HMBC: optimum long-range delay and the low-pass J filter

1. Premises and conventions

I follow one proton I with offset Ω, one ¹³C spin S with offset Ω_S and coupling J to I, and passive protons K_k with couplings J_k to I. Later J stands for ⁿJ or ¹J. Offsets are in rad/s and couplings in Hz. In the rotating frame, with weak coupling,

H = Ω I_z + Ω_S S_z + 2πJ I_zS_z + Σ_k 2πJ_k I_zK_kz + H′,

where H′ holds the offsets of the K spins and their zz couplings to each other and to S. The density operator evolves as σ → exp(−iHt) σ exp(iHt), a pulse β_x acts as exp(−iβS_x), and the signal is Tr(σ I⁺). Pulses are ideal and short until section 6. All proton single-quantum terms decay with one time constant T₂.

The sequence is HMBC (Bax and Summers, 1986) preceded by m filter steps:

90°x(H) – [τ_i – 90°±x(C)] for i = 1…m – Δ – 90°±x(C) – t₁/2 – 180°x(H) – t₁/2 – 90°x(C) – t₂, without decoupling.

Each filter pulse is alternated independently at constant receiver phase. The pulse after Δ is alternated together with the receiver. I count Δ from the last filter pulse and write τ_F = Σ τ_i and T = τ_F + Δ.

2. Free evolution

The first pulse gives −I_y = (i/2)(I⁺ − I⁻). The terms that start on K never reach I, because the only later proton pulse is a 180°. Since [I_z, I±] = ±I± and all z operators commute,

I± → I± exp[∓i(Ω + 2πJ S_z + Σ_k 2πJ_k K_kz)t].

H′ commutes with such a term and does nothing. Because (2S_z)² = 1, the exponential series splits into even and odd powers:

exp(∓i2πJt S_z) = cos(πJt) ∓ i 2S_z sin(πJt),     (1)

and likewise for each K_k. The cosine term is in phase with respect to S and the sine term is antiphase.

3. The filter

A 90°±x carbon pulse leaves the unit operator of S alone and turns S_z into ∓S_y. The average of the two scans therefore keeps the cosine term of (1) and deletes the sine term, whatever later pulses do to S_y. Each step starts from a term that is in phase with respect to S, so m steps leave

F(J) = Π_i cos(πJτ_i).     (2)

This holds for every coupling. For ⁿJτ_i ≪ 1, F is close to 1, and for ¹J near 1/(2τ_i) it is close to 0, hence the name low-pass. The long-range antiphase term built up during τ_F is deleted as well, so the useful evolution starts at the last filter pulse.

4. Transfer and detection

I follow the I⁺ half of −I_y, since the 180° pulse turns it into the detected I⁻.

(a) After Δ the term is (i/2) I⁺ exp(−iΩT) F [cos(πJΔ) − i 2S_z sin(πJΔ)] Π_k exp(−i2πJ_kT K_kz).

(b) Alternating the next pulse with the receiver deletes the part without S_z, including all protons in molecules without ¹³C. With S_z → −S_y the rest is (i/2)(i) F sin(πJΔ) 2I⁺S_y times the offset and K factors.

(c) During t₁, I⁺S± commutes with I_zS_z, so J is inactive. The 180°x pulse sends I⁺ → I⁻ and K_z → −K_z. The proton offset phase gained in the first half of t₁ is undone in the second, and exp(−iΩT) remains. The couplings of S to the K spins, its own ¹J included, cancel between the halves because only K_z is inverted. For J_k both partners are inverted. The accumulated factor becomes exp[+i2πJ_k(T + t₁/2)K_kz], I⁻ continues with the same sign, and the total is exp[+i2πJ_k(T + t₁)K_kz]. The carbon precesses as S_y → S_y cos Ω_St₁ − S_x sin Ω_St₁.

(d) The last pulse gives S_y → S_z. The S_x term remains multiple-quantum and is invisible.

(e) In t₂, (1) gives 2S_z × i 2S_z sin(πJt₂) = i sin(πJt₂) as the only part with a trace over S. The trace over each K_k gives a cosine. The prefactor is (i/2)(i)(i) = −i/2, the same as that of I⁻ after a single 90°x pulse. Relative to the initial amplitude of that simple FID,

s(t₁,t₂) = F(J) sin(πJΔ) exp(−T/T₂) × cos(Ω_St₁) × sin(πJt₂) exp[iΩ(t₂ − T)] × Π_k cos[πJ_k(T + t₁ + t₂)] × (decay in t₁ and t₂).     (3)

Gradient selection replaces cos(Ω_St₁) by one exponential of weight ½ and changes nothing else.

Three readings of (3) matter.

Long-range peak. At the end of Δ the part in phase with respect to all passive protons has amplitude F(ⁿJ) sin(πⁿJΔ) Π_k cos(πJ_kT) exp(−T/T₂). The homonuclear cosines run over T, and they keep running through t₁ and t₂.

The rest is not lost. Each cosine in (3) is the mean of two exponentials exp[±iπJ_k(T + t₁ + t₂)], so T gives each multiplet line a phase ±πJ_kT and no change of size. In a magnitude spectrum with resolved lines J_k costs nothing. The cosine product is a real loss when the lines are unresolved, and interference appears where lines of different phase overlap, as for ⁿJ ≈ J_k.

One-bond peak. The filter leaves the in-phase amplitude F(¹J), and the cross peak carries F(¹J) sin(π¹JΔ). So |F(¹J)| is the upper bound on the residue, reached when the sine is ±1.

5. Optimum delay

Without J_k, all dependence on Δ lies in A(Δ) = sin(πJΔ) exp(−Δ/T₂). Then

dA/dΔ = [πJ cos(πJΔ) − sin(πJΔ)/T₂] exp(−Δ/T₂) = 0, so tan(πJΔ) = πJT₂.

The roots are spaced by 1/J, and |A| at each is smaller than at the previous one by exp(−1/(JT₂)). The first root is thus the global maximum. With x = πJT₂ and J taken positive,

Δ_opt = arctan(x)/(πJ),   A_max = x(1 + x²)^(−1/2) exp(−arctan(x)/x),     (4)

using sin(arctan x) = x/√(1 + x²) and Δ_opt/T₂ = arctan(x)/x. For x ≫ 1, arctan x ≈ π/2 − 1/x gives Δ_opt ≈ 1/(2J) − 1/(π²J²T₂). For x ≪ 1, Δ_opt ≈ T₂(1 − x²/3) and A_max ≈ x/e. The optimum always lies below both 1/(2J) and T₂.

For the part in phase with respect to the K spins, the logarithmic derivative gives

πJ cot(πJΔ) = 1/T₂ + Σ_k πJ_k tan[πJ_k(Δ + τ_F)].     (5)

The first root of (5) lies below Δ_opt, but it need not be the largest extremum, so I compare the lobes.

6. Placing the filter delays

Write τ_i = 1/(2J_i). Then cos(πJ/(2J_i)) = sin[π(J_i − J)/(2J_i)] exactly. For a band J_c ± h with h ≪ J_c I replace the sines by their arguments and J_i by J_c in the denominators. With J = J_c + hy and J_i = J_c + hy_i,

|F| ≈ (πh/(2J_c))^m |Π_i (y − y_i)|,   −1 ≤ y ≤ 1.

The product is a monic polynomial of degree m. The monic Chebyshev polynomial 2^(1−m) T_m(y), with T_m(cos θ) = cos mθ, takes the values ±2^(1−m) alternately at m + 1 points. A monic rival with a smaller maximum would differ from it by a polynomial of degree below m that changes sign m times, which is impossible. The best nodes are the zeros of T_m:

J_i = J_c + h cos[(2i − 1)π/(2m)],   max|F| ≈ 2 (πh/(4J_c))^m.     (6)

The outer nodes lie a fraction 0.146 (m = 2) or 0.067 (m = 3) of the full band inside its edges.

Real pulses set a floor. If a filter pulse leaves a fraction κ of S_z along z, alternation still cancels the transverse part, but the antiphase term survives with weight κ. With c_i = cos(πJτ_i) and s_i = sin(πJτ_i), two steps give (c₁ − iκs₁2S_z)(c₂ − is₂2S_z), whose in-phase part is

F₂ = c₁c₂ − κ s₁s₂.     (7)

Since s₁s₂ ≈ 1 for ¹J, the second delay refocuses the leak, and the two-step residue is of first order in κ. On resonance κ = cos β. For a nominal 90° pulse with r = offset/ν₁, rotation about the tilted axis gives κ = [r² + cos β_eff]/(1 + r²) with β_eff = 90° √(1 + r²).

7. Range of validity

Weak proton coupling is required, also in the ¹³C satellites, where the attached proton is shifted by ±¹J/2. Fully equivalent protons, as in a methyl group, are covered, since their mutual coupling commutes with the rest of H, with all pulses and with the initial state.

One T₂ is assumed. If the antiphase term decays faster by δ, roughly the carbon 1/T₁, the two coupled equations give a decay rate 1/T₂ + δ/2 and a frequency √((πJ)² − δ²/4). Equation (4) then holds with the shifted rate as long as δ ≪ πJ.

T₂ is the homogeneous value, because exp[iΩ(t₂ − T)] in (3) refocuses static inhomogeneity at t₂ = T. If the inhomogeneous decay is fast compared with T, the signal gathers at this echo with size sin(πJΔ) sin(πJT) exp(−2T/T₂). For τ_F ≪ Δ this is A², which peaks at the same Δ_opt.

The factor sin(πJt₂) penalises small ⁿJ once more through cancellation within the antiphase doublet. It leaves Δ_opt unchanged, but it makes ratios of one-bond residue to long-range amplitude lower limits for peak heights. Equation (6) needs h ≪ J_c and |κ| below its right-hand side. Diffusion in gradients and exchange are ignored.

8. Numbers for anisole

Assumed inputs, typical in size: ¹J = 143 Hz (OCH₃) to 160 Hz (ring CH), ³J(CH) = 8 Hz in the ring, ³J = 4 Hz from OCH₃ to C1, a weak two-bond coupling of 1 Hz, ortho J_HH = 8 Hz, proton T₂ = 0.5 s and carbon T₁ = 5 s. All results are the model's.

ⁿJ/Hz | x | 1/(2J)/ms | Δ_opt/ms | A_max | A(60 ms)
8 | 12.57 | 62.5 | 59.3 | 0.885 | 0.885
4 | 6.28 | 125 | 112 | 0.789 | 0.607
1 | 1.57 | 500 | 320 | 0.445 | 0.166

For 8 Hz the large-x shortening is 3.2 ms. Taking δ/2 = 0.1 s⁻¹ shortens Δ_opt by only 0.16 ms more. A longer T₂, as is typical for so small a molecule, moves every entry toward 1/(2J). To serve 8 and 4 Hz equally I need sin(8πΔ) = sin(4πΔ), so cos(4πΔ) = ½ and Δ = 83.3 ms with A = 0.733 for both. Below that delay the 4 Hz peak is weaker and rising, and above it the 8 Hz peak is weaker and falling.

The band has J_c = 151.5 Hz, h = 8.5 Hz and πh/(4J_c) = 0.0441. Residues come from (2) with unrounded delays.

m = 1: τ = 3.300 ms. F = +0.0880 at 143 Hz and −0.0880 at 160 Hz, against 0.0881 from (6).

m = 2: nodes 145.5 and 157.5 Hz, τ = 3.437 and 3.174 ms. F = +0.00388, −0.00388 and +0.00387 at 143, 151.5 and 160 Hz, against 0.00388 from (6).

m = 3: nodes 144.1, 151.5 and 158.9 Hz, τ = 3.469, 3.300 and 3.147 ms. |F| = 1.7 × 10⁻⁴ at both edges and from (6).

I cannot count on sin(π¹JΔ). At 60 ms it is +0.97 for 143 Hz and −0.95 for 160 Hz. Against the 1 Hz peak, with sin(πⁿJΔ) = 0.187, the bound |F| amounts to 0.47 for one step and 0.021 for two. The second step is cheap. With τ_F = 6.611 ms, the 8 Hz peak keeps 0.993 from F and 0.987 from relaxation, 0.980 in all.

For the pulse floor I assume a 500 MHz spectrometer (¹³C at 126 MHz), ν₁ = 25 kHz and typical carbon shifts of 55 ppm (OCH₃) and 160 ppm (C1), with the carrier midway. The methoxy offset is 6.6 kHz, so r = 0.264, β_eff = 93.1° and κ = 0.015. Equation (7) gives F₂ = −0.011 at 143 Hz, larger in magnitude than the ideal value. An assumed 3° miscalibration on resonance gives |κ| = 0.052. The ideal two-step and three-step residues are therefore lower limits unless the carbon pulses are compensated.

The methoxy singlet obeys (4) directly. For a ring proton with one 8 Hz neighbour, Δ = 60 ms and the two-step filter, T = 66.6 ms and cos(πJ_HH T) = −0.10, so the in-phase part nearly vanishes. The quantity sin(πJΔ) cos(πJ_HH T) exp(−Δ/T₂) has extrema from (5) at 27.3 ms (+0.39) and 89.5 ms (−0.49), and the second lobe is the larger. This matters only for unresolved multiplets.

Weak coupling holds approximately between ortho and meta protons. A typical shift difference of 0.4 ppm is 200 Hz, so J/Δν = 0.04, and for the nearer satellite, 120 Hz away, it is 0.07. Satellite and neighbour coincide near 200 MHz, where (2) fails. The chemically equivalent ring pairs and the nearly degenerate ortho and para protons are not strictly first order at ordinary fields, so the ring figures are rougher than the methoxy ones.

A filter tuned this narrowly does not carry over to other samples. For tetraethoxysilane, the oxide precursor, I assume ¹J = 126 Hz (CH₃) and 143 Hz (OCH₂). The two-step anisole delays leave 0.065 at 126 Hz, whereas nodes placed by (6) on 126 to 143 Hz give a model bound of 0.0049.